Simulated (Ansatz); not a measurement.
## Ligand exchange: GeH(CH3)2Br + SiH2(SiH3)Cl → GeH(CH3)2Cl + SiH2(SiH3)Br

Gas-phase species: GeH(CH3)2Br, singlet; SiH2(SiH3)Cl, singlet; GeH(CH3)2Cl, singlet; SiH2(SiH3)Br, singlet. The partners trade Br for Cl: Ge–Br and Si–Cl bonds give way to Ge–Cl and Si–Br.

Shapes, held fixed at every level: PBE0-D4/def2-TZVP. Programs: Ansatz 0.2.0. Electronic energies: no zero-point or thermal term.

```csv
level,kind,ΔE (kJ/mol),less CCSD(T)/def2-TZVPP
PBE-D4/def2-TZVPP,GGA,+7.9,-0.4
r2SCAN-D4/def2-TZVPP,meta-GGA,+8.2,-0.1
PBE0-D4/def2-TZVPP,global hybrid,+7.9,-0.4
wB97X-V/def2-TZVPP,range-separated hybrid,+8.1,-0.2
B2PLYP/def2-TZVPP,double hybrid,+8.8,+0.5
MP2/def2-TZVPP,perturbation theory,+8.7,+0.4
CCSD/def2-TZVPP,coupled cluster or CI,+8.4,+0.1
CCSD(T)/def2-TZVPP,coupled cluster or CI,+8.3,0.0
```

The highest level, CCSD(T)/def2-TZVPP, gives ΔE = +8.3 kJ/mol; the levels span +7.9 to +8.8. The column of differences is taken from that level and isn't an error. No measured value is set beside it here. Relativity is left out for Br, Ge. Outer-core shells of Br, Ge are correlated, in sets that cover them unevenly.

The exchange is mildly uphill at every level, so chlorine prefers silicon and bromine germanium in this pair of molecules. The preference is relative: chlorine forms the stronger bond to either centre, but replacing it with bromine costs more at silicon than is regained at germanium. The likely reason is bond polarity. Silicon is the more electropositive of the two, since germanium's filled 3d shell screens the nuclear charge poorly, and it therefore gains more from the ionic contribution of the smaller, more electronegative halogen.

The narrow span, +7.9 to +8.8 kJ/mol, fits a reaction that keeps the number and broad type of bonds unchanged, so that most of the correlation error in each bond cancels between the two sides. The sign thus doesn't hinge on the treatment of correlation, and the small differences between methods carry little chemical meaning. Because germanium carries methyl groups and silicon a silyl group, the energy can't be assigned to the two central atoms alone.
